Question

Chlorosilane, SiH₃Cl, has a measured dipole moment of 1.31 debye. The table gives its dipole moment at one fixed geometry for several functionals, for Hartree-Fock (HF) and for different basis sets. All rows were computed with OpenMolcas. The dipole error is the computed value less the measured one. Which matters more here, the functional or the basis? Predict the two Hartree-Fock values marked with a question mark, each with a range.

OpenMolcas, non-relativistic restricted Kohn-Sham (RKS) and Hartree-Fock (RHF) calculations of an isolated, neutral singlet SiH₃Cl molecule at a fixed PBE0-D4/def2-TZVP geometry. The dipole moment is the magnitude of the vector, and the dipole error is the computed value minus the measured 1.31 debye.

```
                level (program)  reference determinants  dipole moment (debye)  dipole error (debye)
revPBE aug-cc-pVDZ (OpenMolcas)                     RKS                  1.289                -0.020
   PBE aug-cc-pVDZ (OpenMolcas)                     RKS                  1.304                -0.010
r2SCAN aug-cc-pVDZ (OpenMolcas)                     RKS                  1.347                 0.040
 B3LYP aug-cc-pVDZ (OpenMolcas)                     RKS                  1.382                 0.070
M06-2X aug-cc-pVDZ (OpenMolcas)                     RKS                  1.467                 0.160
    HF aug-cc-pVDZ (OpenMolcas)                     RHF                  1.548                 0.240
    B3LYP 6-31G(d) (OpenMolcas)                     RKS                  1.680                 0.370
          HF 3-21G (OpenMolcas)                     RHF                      ?                     ?
         HF STO-3G (OpenMolcas)                     RHF                      ?                     ?
```

Model answer

Begin with the six rows in the large basis, aug-cc-pVDZ. In each of them chlorine is the negative end of the molecule, so the differences concern how strongly the molecule is polarised, not which way. The dipole rises from revPBE to Hartree-Fock by 0.26 debye. The measured value lies inside this span, just above PBE.

Theory offers a reason for the order. In a semilocal functional such as PBE, an electron partly repels itself. Charge gathered on chlorine then costs too much energy, and some of it leaks back towards silicon, which lowers the dipole. Exact exchange removes this self-repulsion and lets the charge stay on chlorine. Hartree-Fock has exact exchange in full but no correlation, which would mix in configurations that return charge to silicon, so it exaggerates the polarity.

A straight line through these six rows summarises the trend, with x the fraction of exact exchange:

dipole moment ≈ 1.32 + 0.24 x (in debye)

The line describes the rows to about 0.02 debye, but it does not prove the cause. The functionals differ in other ways too: r2SCAN lies 0.04 debye above PBE although neither contains exact exchange.

Now compare the two B3LYP rows, where only the basis changes. Going from aug-cc-pVDZ to 6-31G(d) raises the dipole by 0.30 debye, more than the whole step from revPBE to Hartree-Fock. The smaller basis has no diffuse functions to describe the outer edge of the charge cloud, and it also has no polarisation functions on hydrogen. The pair shows the size of the basis effect but does not divide it between these causes. On this evidence the basis matters more than the functional.

A first estimate for Hartree-Fock in a small basis treats the two effects as adding. Take the Hartree-Fock value in the large basis and add the B3LYP basis shift:

1.548 + (1.680 − 1.382) = 1.846 debye

This estimate belongs to a basis like 6-31G(d), which has d functions on silicon and chlorine. The bases 3-21G and STO-3G have none, and that should matter. The positive silicon pulls the charge cloud of chlorine back towards itself, which reduces the dipole. A filled p shell can shift in this way mainly by mixing with d functions. Without them the cloud stays more nearly centred on chlorine. The d functions on silicon should help as well, because they give the lone pairs of chlorine room to spread towards silicon. With both sets missing, the dipole should come out too large.

For HF 3-21G the prediction is therefore well above the additive estimate: 2.7 debye, with a range from 2.1 to 3.3. The direction follows from the argument, while the amount is a judgement.

For HF STO-3G the prediction is 2.1 debye, with a range from 1.2 to 3.0. This basis lacks d functions as well, but it also gives each valence orbital a single fixed radial shape. Chlorine cannot swell as it gains charge, which should make the transfer less favourable and hold the dipole down. Two errors of opposite sign justify the wider range.

The ranges are meant to hold about four times in five. The 3-21G value is likely, though not certain, to be the larger of the two, and chlorine should remain negative in both.

The withheld rows as computed:

```
       level (program)  reference determinants  dipole moment (debye)  dipole error (debye)
 HF 3-21G (OpenMolcas)                     RHF                  2.777                 1.470
HF STO-3G (OpenMolcas)                     RHF                  2.841                 1.530
```

Remarks on the reasoning

The 3-21G prediction is a hit: the computed dipole is 2.78 debye, less than 0.1 above the forecast. The STO-3G value, 2.84 debye, lies inside its range but 0.74 above the central forecast. The predicted order also failed, since STO-3G is slightly the larger. The forecast that chlorine stays the negative end did hold: in both outputs the dipole vector points the same way as in the large basis.

The straight line in exact exchange gives 1.56 debye for Hartree-Fock in any basis. The Hartree-Fock row in the large basis was part of that fit; the two small-basis rows were not, and they lie more than 1.2 debye above it. The additive estimate does better but still falls short by 0.9 to 1.0 debye. A shift measured between two bases that both have d functions says little about what happens when the d functions go. The printed output after this text gives the fit and each miss.

The weak step in the STO-3G forecast was the weight given to the rigid radial shape. That argument concerns how much charge reaches chlorine, but a dipole also depends on where the charge sits once it has arrived. A charge cloud can shift only by mixing filled orbitals with empty ones. In STO-3G chlorine has just four valence functions, one s and three p, and as it approaches a chloride ion all four are filled. Almost nothing is then left on the atom with which its cloud could lean back towards silicon.

In 3-21G the second set of s and p functions restores part of this freedom. So STO-3G may transfer less charge and yet leave it further from silicon, and the two errors can end in nearly the same dipole. This account was built after the result was known, and the dipoles alone do not test it. The Si–H bonds may contribute too: their hydrogens carry some negative charge on the side away from chlorine, which opposes the Si–Cl polarity. If STO-3G makes them less negative, the total dipole grows, but that is a guess.

The same reasoning warns against reading the closest match as the best method. PBE agrees with experiment to about 0.01 debye, but the geometry is fixed, vibration is not averaged and the large basis is not complete. Any of these could reorder the functionals nearest to the measured value.

Chlorosilanes serve as precursors for silicon films in electronic devices. Their dipole governs the long-range electrostatic attraction to a polar or charged surface, though not the rate of the reaction there. Both Hartree-Fock calculations in the small bases more than double the measured dipole and would overstate that attraction accordingly.

Each of the three small-basis rows lies above every row in the large basis, so for this molecule the basis should be settled before functionals are compared. What remains open is how much of the excess comes from the absent d functions. Repeating the 3-21G calculation with d functions added on chlorine alone, on silicon alone and then on both would answer that, and would show which atom needs them more.

Output of the analysis:

```
fit of dipole_moment on 6 rows (small == 0): constant 1.32 +/- 0.013, coefficient of exx 0.2404 +/- 0.028; rms 0.0208, worst revPBE aug-cc-pVDZ (OpenMolcas) 0.0308, leave-one-out rms 0.0352
  rows outside the fit (model, value, miss): B3LYP 6-31G(d) (OpenMolcas) 1.368, 1.68, -0.312; HF 3-21G (OpenMolcas) 1.56, 2.777, -1.22; HF STO-3G (OpenMolcas) 1.56, 2.841, -1.28
Range from revPBE to HF in aug-cc-pVDZ (debye): 0.259
r2SCAN less PBE, both without exact exchange (debye): 0.043
B3LYP shift from aug-cc-pVDZ to 6-31G(d) (debye): 0.298
HF aug-cc-pVDZ above measured (percent): 18.17
B3LYP 6-31G(d) above measured (percent): 28.24
Additive estimate, HF aug-cc-pVDZ plus B3LYP basis shift (debye): 1.846
Forecast HF 3-21G (debye): 2.7
Half-width of the forecast range HF 3-21G (debye): 0.6
Computed HF 3-21G (debye): 2.777
Miss HF 3-21G, forecast less computed (debye): -0.077
Forecast HF STO-3G (debye): 2.1
Half-width of the forecast range HF STO-3G (debye): 0.9
Computed HF STO-3G (debye): 2.841
Miss HF STO-3G, forecast less computed (debye): -0.741
Additive estimate less computed HF 3-21G (debye): -0.931
Additive estimate less computed HF STO-3G (debye): -0.995
HF 3-21G less HF aug-cc-pVDZ (debye): 1.229
HF STO-3G less HF aug-cc-pVDZ (debye): 1.293
HF 3-21G less HF STO-3G (debye): -0.064
```
